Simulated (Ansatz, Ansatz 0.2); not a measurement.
# The direct gap of orthorhombic CsPbBr₃: semilocal functionals, cell relaxation and the role of spin-orbit coupling

## Experiment

The reference is the free-exciton emission line of a Bridgman-grown single crystal, measured at 12 K in a diamond anvil cell under 405 nm excitation: 534 nm, or 2.32 eV ("Pressure influence on excitonic luminescence of CsPbBr3 perovskite" (2023, arXiv:2310.18967)). What was observed is an optical transition of a bound electron-hole pair, so the one-particle gap lies above it by the exciton binding energy, which we take to be a few hundredths of an eV in this bulk crystal. Two absorption values, 2.3 eV for a solution-grown crystal and 2.34 eV quoted from earlier work, fall close to the line. An absorption edge also depends on crystal thickness, band tails and excitonic absorption, so we use these two as support and measure deviations from the emission line.

| compared with | measured | source's wording or label | T (K) | method |
| --- | --- | --- | --- | --- |
| direct gap (eV) | 2.32 | 534 nm (free exciton emission line (optical gap, not corrected for exciton binding)) | 12 | photoluminescence, 405 nm excitation * |
| direct gap (eV) | 2.3 | direct optical gap from absorption onset, ambient pressure | – | optical absorption |
| direct gap (eV) | 2.34 | optical energy gap | – | optical absorption, quoted from earlier work |

Where a quantity has several values, deviations refer to the one marked *.

Conditions are those given with the value in the passage it was taken from; "not stated" means there, and the paper may say more elsewhere. The values are a selection: others may have been left out beforehand as unlike or outlying.

## Plan

We want the least direct gap of the Pnma phase within 0.2 eV of the reference. That margin leaves room for the exciton binding and for the zero-point motion of a soft lattice, which our fixed atoms omit and which may shift the gap by up to roughly 0.1 eV. It is still much narrower than the errors at stake in the electronic structure.

The model is the 20-atom cell at the measured structure. The conduction-band edge is made largely of lead 6p states, which spin-orbit coupling splits strongly, lowering the gap by roughly 1 eV. A scalar-relativistic calculation misses this, while a semilocal functional errs the other way by making the gap too small. We therefore begin with the coupling included and set the same functional without it alongside, so that the two errors can be told apart. A meta-GGA then serves as the neighbouring level, and the cutoff and the cell are checked where they bear on the result. A hybrid functional or GW with spin-orbit coupling would be the natural route to a predictive gap; neither is shown in this report.

System: CsPbBr3 (caesium lead bromide), orthorhombic perovskite; Pnma (no. 62), 20 atoms, a, b, c = 8.244, 11.735, 8.198 A; measured structure, COD 4510745.

## 1. PBEsol with and without spin-orbit coupling

The fully relativistic PBEsol run contains the physics that shapes the conduction-band edge, and its scalar-relativistic partner at the same cutoff, mesh and cell gives the size of the lowering. We expect the gap with coupling to fall far below experiment, by more than 1 eV, and the gap without it to lie much closer.

**Run 1.** Ansatz 0.2: PBEsol and spin-orbit coupling; PAW set soft_1 (PAW files made with PBE), 420 eV, SCF mesh 3x2x3; independent-particle spectrum on 4x2x4 interpolated by k.p, the sum completed beyond the bands summed, Gaussian lines exp(-(dE/s)^2) with s = 0.1 eV.

Key lines of the input:
```
crystal: [cell as above]
kpoints:
  mp_grid: { grid: [3, 2, 3] }
  band_path: [path through the special points]
scf:
  occupations: { method: fixed }
  n_extra_bands: 48
hamiltonian:
  xc: pbesol
  pseudopotentials: { kind: paw_fr, azcp: { folder: soft_1 }, xc_functional: pbe }
magnetization:
  noncollinear: true
  spin_orbit: true
output:
  optics:
    e_range: [0, 6]
    de: 0.025
    sigma: 0.1
    nscf_kmesh: { grid: [4, 2, 4] }
    kdotp_interpolation: "on"
    bands: { spectra_wanted_up_to: 6 }
  write_bands: true
```

Command:
```
ansatz run input.yaml --threads 8 --pin off --max-ram 24576MiB --backend cpu --events-out ev --progress --plain --runs-dir out
```

Selected lines of the output:
```
SCF 1 converged in 12 iterations: F = -102407.168376 eV  dr2 = 2.59e-12
  greatest PAW one-centre occupation: 0.980 electrons in one spin orbital (limit 2), on the Pb atom at site 2 (counted from 0), in its partial waves of l = …
NSCF: frozen V_eff on 52 k-points
NSCF: frozen V_eff on 18 k-points
[this step stopped at its time limit, 5969 s]
```

Cut off at its time limit; 1.7 h on 8 cores of Arm Neoverse V1, shared host. Warnings: k_point_list_ram_cut; slots_ram_shed (in short: A notice on how the run was arranged to fit into memory).

**Run 2.** Ansatz 0.2: PBEsol; PAW set soft_1 (PAW files made with PBE), 420 eV, SCF mesh 3x2x3; independent-particle spectrum on 4x2x4 interpolated by k.p, the sum completed beyond the bands summed, Gaussian lines exp(-(dE/s)^2) with s = 0.1 eV.

Key lines of the input, as changed from run 1:
```diff
  scf:
-   n_extra_bands: 48
+   n_extra_bands: 24
  hamiltonian:
-   pseudopotentials: { kind: paw_fr, azcp: { folder: soft_1 }, xc_functional: pbe }
- magnetization:
-   noncollinear: true
-   spin_orbit: true
+   pseudopotentials: { kind: paw, azcp: { folder: soft_1 }, xc_functional: pbe }
```

Selected lines of the output:
```
# least_direct_gap_ev = 1.706686e0 at k(fractional) = 0.000000 0.000000 0.000000, k_point = 0, channel = 0, bands = 87 88 (counted from 0)
```

Converged; 6.6 min of wall time.

| quantity | run 1 | run 2 | measured |
| --- | --- | --- | --- |
| direct gap (eV) | – | 1.707 | 2.32 |

The relativistic run reached self-consistency but then stopped at its time limit. No gap from it is shown in this report, so the size of the spin-orbit lowering rests here on general knowledge. The two warnings refer to fitting that run into memory; since no number from it is used, they do not affect what follows.

Without the coupling, PBEsol puts the least direct gap at Γ, at 1.707 eV. That is 0.61 eV below the emission line and about three times our margin. Spin-orbit coupling would lower the gap further, and correcting the measured line for exciton binding would raise the target, so both known omissions widen this miss.

## 2. A meta-GGA and a cutoff check

With no relativistic gap to build on, we turn to how much of the shortfall depends on the scalar-relativistic functional. r2SCAN usually opens semilocal gaps by a few tenths of an eV, and we expect it to move towards experiment here. Even a value inside the margin would owe its place to the missing spin-orbit coupling. Alongside it we repeat PBEsol at a lower cutoff to see how sensitive the gap is to the plane-wave basis; we expect a change far smaller than the miss.

**Run 3.** Ansatz 0.2: r2SCAN; PAW set soft_1, 500 eV, SCF mesh 3x2x3; independent-particle spectrum on 4x2x4 interpolated by k.p, the sum completed beyond the bands summed, Gaussian lines exp(-(dE/s)^2) with s = 0.1 eV.

Key lines of the input, as changed from run 2:
```diff
  hamiltonian:
-   xc: pbesol
-   pseudopotentials: { kind: paw, azcp: { folder: soft_1 }, xc_functional: pbe }
+   xc: r2scan
+   pseudopotentials: { kind: paw, azcp: { folder: soft_1 } }
```

Selected lines of the output:
```
Basis set: ecut = 500 eV, 20085 PW (Γ), exchange–correlation on 256×360×240 points (64 copies of the dense FFT grid, shifted against one another)
# least_direct_gap_ev = 2.181822e0 at k(fractional) = 0.000000 0.000000 0.000000, k_point = 0, channel = 0, bands = 87 88 (counted from 0)
```

Converged; 10 min of wall time.

**Run 4.** Ansatz 0.2: PBEsol; PAW set soft_1 (PAW files made with PBE), 300 eV, SCF mesh 3x2x3; independent-particle spectrum on 4x2x4 interpolated by k.p, the sum completed beyond the bands summed, Gaussian lines exp(-(dE/s)^2) with s = 0.1 eV.

Key lines of the input, as changed from run 2:
```diff
+ basis:
+   ecutwfc: 300
```

Selected lines of the output:
```
# least_direct_gap_ev = 1.715131e0 at k(fractional) = 0.000000 0.000000 0.000000, k_point = 0, channel = 0, bands = 87 88 (counted from 0)
```

Converged; 2.5 min on 8 cores of Intel Xeon 6975P-C (Granite Rapids), shared host. Warnings: cutoff_below_recommended (in short: A typed cutoff is below a recommended value, from the records, the datasets' recipe or DFPT's needs, possibly lowering the density cutoff; compare with a higher-cutoff run).

| quantity | run 3 | run 4 | measured |
| --- | --- | --- | --- |
| direct gap (eV) | 2.182 | 1.715 | 2.32 |

r2SCAN gives a direct gap of 2.182 eV, again at Γ and 0.14 eV below the emission line, which is inside the margin. The gain over PBEsol is 0.475 eV; the potential setting and the cutoff changed along with the functional, so we don't assign all of it to the meta-GGA. The agreement rests on a cancellation: the missing spin-orbit coupling leaves the gap too high by an amount we expect to be several times the margin, while the semilocal functional makes it too low.

Lowering the PBEsol cutoff from 420 to 300 eV raises the gap by only 0.008 eV. The program warns that 300 eV is below a recommended value and advises comparison with a higher cutoff, which is the comparison made here. Basis sensitivity of this size can't account for the PBEsol miss, though the test says nothing about r2SCAN.

## 3. Sensitivity to the relaxed cell

The structure is the other input that could matter, because the band edges respond to both the Pb–Br distances and the tilting of the octahedra. We repeat scalar-relativistic PBEsol in a relaxed cell (the relaxation itself is not shown in this report), 1.7 % smaller in volume than the measured one. Shorter bonds tend to close the gap in this class and stronger tilts to open it, so we expect a modest net change and leave its sign open.

**Run 5.** Ansatz 0.2: PBEsol; PAW set soft_1 (PAW files made with PBE), 420 eV, SCF mesh 3x2x3; independent-particle spectrum on 4x2x4 interpolated by k.p, the sum completed beyond the bands summed, Gaussian lines exp(-(dE/s)^2) with s = 0.1 eV; cell relaxed (-1.7 % in volume).

Key lines of the input, as changed from run 4:
```diff
- basis:
-   ecutwfc: 300
```

Selected lines of the output:
```
# least_direct_gap_ev = 1.873545e0 at k(fractional) = 0.000000 0.000000 0.000000, k_point = 0, channel = 0, bands = 87 88 (counted from 0)
```

Converged; 5.1 min on 8 cores of Intel Xeon Platinum 8559C (Emerald Rapids), shared host.

| quantity | run 5 | measured | deviation |
| --- | --- | --- | --- |
| direct gap (eV) | 1.874 | 2.32 | −0.446 |

In the relaxed cell the PBEsol gap is 1.874 eV, 0.167 eV wider than at the measured structure, and still at Γ. Compression with unchanged tilts would be expected to narrow the gap, so stronger octahedral tilting is the likely cause of the widening; the bond angles that would confirm it are not shown in this report.

The change is larger than the modest one we expected and nearly as large as our margin, so the choice of structure matters far more here than the PBEsol cutoff. It still leaves PBEsol 0.446 eV below the emission line, and the relaxed cell doesn't rescue this level even with spin-orbit coupling left out.

## Summary of runs

| run | settings | direct gap (eV) | deviation | cost | status |
| --- | --- | --- | --- | --- | --- |
| 1 | PBEsol and spin-orbit coupling, PAW set soft_1 (PAW files made with PBE), 420 eV | – |  | 13 core-h | cut off at its time limit |
| 2 | PBEsol, PAW set soft_1 (PAW files made with PBE), 420 eV | 1.707 | −0.613 | 53 core-min |  |
| 3 | r2SCAN, PAW set soft_1, 500 eV | 2.182 | −0.138 | 82 core-min |  |
| 4 | PBEsol, PAW set soft_1 (PAW files made with PBE), 300 eV | 1.715 | −0.605 | 20 core-min |  |
| 5 | PBEsol, PAW set soft_1 (PAW files made with PBE), 420 eV, cell relaxed (-1.7 % in volume) | 1.874 | −0.446 | 41 core-min |  |
|  | measured | 2.32 |  |  |  |

Further runs on the same system, made beside this series (convergence steps with loose settings among them):

| further | settings | direct gap (eV) | deviation | cost |
| --- | --- | --- | --- | --- |
| F1 | LDA, PAW set soft_1 (PAW files made with PBE), 420 eV | 1.659 | −0.661 | 53 core-min |
|  | measured | 2.32 |  |  |

## Verdict

The target was not met by the approach we committed to: PBEsol with spin-orbit coupling reached its time limit after 13 core-hours, and no gap from it is shown in this report.

Of the scalar-relativistic levels, r2SCAN comes closest, at 2.182 eV for 82 core-minutes. It lies 0.138 eV below the emission line and so numerically within 0.2 eV, but we don't count this as a success. Spin-orbit coupling on lead should lower the gap by roughly 1 eV, so the agreement is a chance cancellation between its omission and the semilocal underestimate. PBEsol misses by 0.613 eV at the measured structure, and LDA, at 1.659 eV, falls slightly lower still.

The structural test proved the most informative check. Relaxing the cell widened the PBEsol gap by 0.167 eV, whereas the cutoff test moved it by only 0.008 eV. No such check of r2SCAN is shown in this report. A structural shift of similar size would carry it outside the limit if downward and leave it inside if upward. Given this sensitivity, it matters that the temperature of the measured structure is not given here: if it is a room-temperature cell, the lattice at the 12 K of the emission line would differ from it. A check of the SCF mesh, or of the use of PBE-made PAW files with PBEsol, is not shown in this report either.

Exciton binding puts the one-particle gap a few hundredths of an eV above the measured line, which widens every miss. Zero-point motion may contribute up to roughly 0.1 eV; it usually lowers a measured gap, which would again widen the misses, though we do not take that sign as certain for this anharmonic lattice. Neither explains the PBEsol shortfall, which we attribute mainly to the semilocal functional.

The spin-orbit lowering of roughly 1 eV is taken from general knowledge of lead halide perovskites, not from a gap shown here. A predictive gap would need that coupling together with a method that corrects the semilocal error, such as a hybrid functional.

[Logs are printed without paths, hosts, clocks, repeated set-up lines and the standing remarks that a program may print on its own settings, such as how far it seeks lower states.]

[The runs shown are a pick from a larger set of finished runs; failed, doubtful and other runs were left out of it ahead of writing. So were measured values far from every level or from commonly accepted values, and agreement can look better than it is. Lines of input and output are excerpts and may be shortened.]
